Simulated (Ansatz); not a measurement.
A series in volume scale on TiN

Results calculated with Ansatz 0.2.0, not measured. Periodic Kohn-Sham DFT of a crystal at fixed atoms, scaled to volume_scale times the given cell; pressure positive in compression, energy less spherical unpolarised free atoms, largest_vzz the field gradient of largest size among the nuclei.

The cell before it is scaled or strained (space group Fm-3m, No. 225):
```
CELL_PARAMETERS angstrom
0.00000 2.12200 2.12200
2.12200 0.00000 2.12200
2.12200 2.12200 0.00000
ATOMIC_POSITIONS crystal
Ti 0.00000 0.00000 0.00000
N 0.50000 0.50000 0.50000
```

Settings of every row: method all-electron LAPW; functional PBEsol; relativity scalar; k mesh 13x13x13; filling fermi-dirac; smearing width 0.05 eV; basis error target 0.5 meV/atom; nucleus gaussian.

Atom start moment: 0 on all atoms.

| row | volume scale | V (Å³/atom) | pressure (GPa) | energy less free atoms (eV/atom) |
| --- | --- | --- | --- | --- |
| 1 | 0.94 | 8.982 | 10.757 | -9.8394 |
| 2 | 0.9405 | 8.987 | 10.573 | -9.8397 |
| 3 | 0.96 | 9.173 | 3.794 | -9.848 |
| 4 | 0.98 | 9.364 | ? | ? |
| 5 | 0.99 | 9.46 | -5.338 | -9.8464 |
| 6 | 1 | 9.555 | -8.068 | -9.8424 |
| 7 | 1.01 | 9.651 | -10.654 | -9.8368 |
| 8 | 1.02 | 9.746 | -13.105 | -9.8297 |
| 9 | 1.04 | 9.937 | -17.625 | -9.8114 |
| 10 | 1.06 | 10.128 | -21.68 | -9.7879 |

Question: what pressure and energy less free atoms should row 4 give?

Worked fit of pressure. Take u = (V_r/V)^(2/3) − 1 with V_r = 9.555 Å³ an atom, which is twice the finite (Eulerian) strain; such expansions in the strain, on which the Birch-Murnaghan equation of state is built, carry the rest volume and the bulk modulus. The shown rows have u = 0.04209, 0.0417, 0.02757, 0.00668, 0, -0.00664, -0.01311, -0.0258, -0.03808. Least squares give pressure = −8.0608 + 398.848 × u + 1113.13 × u² + 834 × u³ GPa; a parabola predicts inner rows, each left out in turn, worse (root mean square 0.016 against 0.0096 GPa). The rows lie off it by -0.004, 0.006, -0.005, 0.009, -0.007, 0.006, -0.005, -0.001, 0.001 (root mean square 0.0055 GPa). The pressure vanishes at u = 0.0192, or V = 9.287 Å³ an atom, and there the bulk modulus at fixed shape and fractions is B = −V dP/dV = (2/3)(1 + u) dP/du = 301 GPa. The withheld row has u = 0.01355, so the fit gives −8.0608 + 398.848 × (0.01355) + 1113.13 × (0.01355)² + 834 × (0.01355)³ = -2.450 GPa.

The calculation gave -2.457 GPa. The fit lies 0.007 GPa (0.022 % of the column's range) above it; its largest miss of a shown row is 0.009 GPa.

Worked fit of energy less free atoms. Take u = (V_r/V)^(2/3) − 1 with V_r = 9.555 Å³ an atom, which is twice the finite (Eulerian) strain; such expansions in the strain, on which the Birch-Murnaghan equation of state is built, carry the rest volume and the bulk modulus. The shown rows have u = 0.04209, 0.0417, 0.02757, 0.00668, 0, -0.00664, -0.01311, -0.0258, -0.03808. Least squares give energy less free atoms = −9.84241 − 0.7214 × u + 18.737 × u² + 2.6 × u³ eV/atom; a parabola predicts inner rows, each left out in turn, worse (root mean square 5.2e-05 against 3.2e-05 eV/atom). All shown rows lie on it to the printed digit. Its lowest point lies at u = 0.0192, or V = 9.287 Å³ an atom, and the curvature there gives the bulk modulus at fixed shape and fractions, B = (4/9)(1 + u)² E″(u)/V = 301 GPa. The withheld row has u = 0.01355, so the fit gives −9.84241 − 0.7214 × (0.01355) + 18.737 × (0.01355)² + 2.6 × (0.01355)³ = -9.8487 eV/atom.

The calculation gave -9.8488 eV/atom. The fit lies 0.0001 eV/atom (0.16 % of the column's range) above it, one unit of the last digit.
